Q: I want to coat a cut edge of black phosphorus with single atoms and shift its work function, the energy needed to take an electron out. Oxygen and fluorine attract electrons, so I expect both to raise it. Is that safe?

A: It is not safe, because the work function responds to where the charge sits along the surface normal. Negative charge outside positive charge makes it harder for an electron to leave; the opposite order makes it easier. The scale to remember is that a dipole change of 0.1 e Å in each surface cell, at the density of this layer, shifts the work function by about 1 eV. The dipole change below is positive when the positive end points outward.

Single atoms on the top face of an eight-plane black phosphorus (001) slab, one per 17.07 Å² cell, relaxed from the named site with the slab's lower half held (Ansatz 0.2.0, PBEsol, plane-wave PAW, 420 eV cutoff, 9×6×1 k mesh, no spin polarisation). Adsorption energies are relative to the clean slab and a free spin-polarised atom; positive dipoles point outward.

```
adsorbate  start site  start site atoms  adsorption energy (eV)  work function change (eV)  dipole change (e Å)
        C      hollow             P-P-P                  -6.371                     -0.182               0.0120
        C         top                 P                  -3.747                      2.023              -0.1890
        F      bridge               P-P                  -4.850                     -0.002               0.0000
        F      hollow             P-P-P                  -4.164                      0.377              -0.0370
        F         top                 P                  -4.850                      0.006              -0.0010
        O      bridge               P-P                  -5.059                      0.278              -0.0240
        O      hollow             P-P-P                  -5.575                     -0.972               0.1030
        O         top                 P                  -5.523                      0.926              -0.0880
       Si      bridge               P-P                  -3.405                     -0.554               0.0440
       Si      hollow             P-P-P                  -4.612                     -0.454               0.0540
       Si         top                 P                  -4.612                     -0.452               0.0540
```

Q: Then why does oxygen appear with both signs?

A: Started on top of a phosphorus atom, it raises the work function by 0.93 eV; started in the hollow, it lowers it by 0.97 eV. The computed dipole reverses too, so the element alone doesn't fix the sign. An oxygen atom sitting low among phosphorus atoms could leave positive charge outermost. The shortest oxygen–phosphorus contact is longer from the hollow than from the top, as expected if oxygen bridges phosphorus atoms instead of standing on one. The final heights are not given, though, so this remains a guess. The two states differ by only 0.05 eV in adsorption energy, and the calculation left out spin polarisation, so their order is uncertain. Fluorine fails your expectation in another way: its most strongly bound state shifts the work function by less than 0.01 eV.

Q: If I know the dipole, can I work out the work function change?

A: Nearly. Picture the adsorbates as a thin sheet of equal dipoles. An electron crossing the sheet meets a potential step set by the dipole per area, which gives

ΔΦ = −4π e² Δp / A

Here ΔΦ is the work function change, Δp the dipole change in e Å and A the area of the surface cell. With e² = 14.4 eV Å and A = 17.07 Å², the factor is 4π × 14.4 / 17.07, or 10.6 eV for each e Å. It has no adjustable constant.

Q: Which rows break this rule?

A: Five rows miss it by about 0.05 eV or more, while rounding of the dipole can explain only about 0.006 eV. Oxygen from the hollow and silicon from the hollow or top site have work functions about 0.12 eV higher than the rule gives. Silicon from the bridge lies 0.09 eV below it, and carbon from the hollow 0.05 eV below. Carbon from the top, fluorine from the hollow and oxygen from the bridge show smaller misses of about 0.02 eV, still beyond rounding. The two higher silicon rows reached practically the same final state, so they count as one case.

Q: A tenth of an electronvolt sounds harmless. Does it change any conclusion?

A: It reverses an order. Silicon from the top site has the larger outward dipole, so by the rule it should lower the work function by 0.11 eV more than silicon from the bridge. The calculation has it lowering the work function by 0.10 eV less. The bridge state is 1.2 eV less strongly bound and may be a saddle point, so this compares two charge arrangements and not two equally likely coatings.

Q: Perhaps the factor is slightly wrong. Have you tried adjusting it?

A: Yes, a line through zero with a free slope was fitted to the nine distinct states. Its slope is −10.4 ± 0.3 eV per e Å, which agrees with the calculated factor, and the typical miss stays near 0.07 eV. The breaks therefore do not come from a wrong scale. The printed output after this exchange gives the comparison row by row.

Q: What is missing, then?

A: The other side of the slab. The dipole in the table belongs to the whole slab, so it fixes the difference between the vacuum levels above its two faces. Both faces share one Fermi level, the energy up to which electrons fill the states. Subtracting the two work functions removes that level, and comparing the covered slab with the clean one gives

ΔΦ(top) = −4π e² Δp / A + ΔΦ(bottom)

The simple rule silently assumes that the bare bottom face keeps its work function. Each miss is the amount by which it does not.

Q: Can you show me that with one row?

A: Take silicon from the bridge, one of the nine states in the fit. Its dipole change of 0.044 e Å times −10.6 gives −0.47 eV, whereas the table has −0.55 eV. The same calculation gives a bottom-face change of −0.09 eV, which closes the gap to about 0.001 eV.

For fluorine from the bridge, the bottom face moves by only 0.002 eV, so the simple rule already holds there without the correction. For the other rows I infer the bottom change from the equation. This is exact electrostatics already built into the calculation, so the agreement locates the break but does not explain why the bottom face responds.

Q: Why should a bare face notice an atom on the opposite side?

A: The slab is less than 8 Å thick, and its lower atoms were held in place, so the response there is electronic. The clean slab is metallic in this calculation, and cut bonds at both edges plausibly supply states near the Fermi level. Spin polarisation, or a larger surface cell in which the edge could rearrange, might open a gap there and change the response. An adsorbate changes the states at the top. The common Fermi level must then settle again, which can shift it relative to the bottom states or move a little charge between the faces.

In a thick metal, the interior would screen the far face from this change. Bulk black phosphorus is a narrow-gap semiconductor, so its screening is expected to reach deeper and the slab may need to be thicker than a metal one. A thin slab with one shared Fermi level can therefore show a bottom-face shift, but these data do not separate the movement of the level from the movement of charge. Oxygen from the hollow also shows a small gap on the sampled k mesh, in which the Fermi level has some freedom. Silicon from the top site stays metallic and misses the rule by the same amount, so a gap is not required.

Q: Can I at least expect the largest dipole to disturb the bottom most?

A: No. Carbon on top has the largest dipole change and raises the work function by 2.0 eV, yet it misses the rule by only 0.02 eV. It is no practical coating, though, as it is bound 2.6 eV less strongly than carbon from the hollow. The dipole sets the main shift, while the correction depends on how the electronic levels of the whole thin slab rearrange. I have no simple formula for that second part.

Q: My sample is thick. Which number should I use?

A: Treat the difference between the rule and the computed change, up to 0.12 eV here, as a warning about slab thickness. If the far face of a thick sample is undisturbed, its correction vanishes, but the dipole itself may also change as the slab grows. The useful check is to compare the bottom work function before and after adsorption, then repeat with a thicker slab if it has moved. PBEsol tends to make band gaps too small, so even a thick slab may screen more strongly than real black phosphorus. No thicker slab is available here, so the thick-sample value remains open.

Output of the analysis:

```
Dipole-layer slope in eV per e angstrom: -10.6
Largest miss that rounding alone can make in eV: 0.005801
Dipole-layer rule against the table in eV:
  row   start     rule  computed  computed_less_rule  energy_above_best
    C  hollow  -0.1272    -0.182            -0.05479                  0
    C     top    2.004     2.023             0.01938              2.624
    F  bridge        0    -0.002              -0.002                  0
    F  hollow   0.3922     0.377            -0.01524              0.686
    F     top   0.0106     0.006           -0.004601                  0
    O  bridge   0.2544     0.278             0.02357              0.516
    O  hollow   -1.092    -0.972              0.1199                  0
    O     top   0.9329     0.926           -0.006903              0.052
   Si  bridge  -0.4665    -0.554            -0.08755              1.207
   Si  hollow  -0.5725    -0.454              0.1185                  0
   Si     top  -0.5725    -0.452              0.1205                  0
Rms miss of the rule over distinct states in eV: 0.06691
fit of work_function_change on 9 rows (distinct): coefficient of dipole_change -10.42 +/- 0.28; rms 0.0652, worst Si -0.109, leave-one-out rms 0.0809
  rows outside the fit (model, value, miss): F 0.01042, 0.006, 0.00442; Si -0.5626, -0.452, -0.111
Si top less Si bridge by the rule in eV: -0.106
Si top less Si bridge as computed in eV: 0.102
Bottom-face work function change for Si bridge in eV: -0.08883
Miss left for Si bridge after the bottom face is counted in eV: 0.001282
Bottom-face work function change for F bridge in eV: -0.001836
Half the gap of O hollow in eV: 0.04606
O hollow less O top work function change in eV: -1.898
```
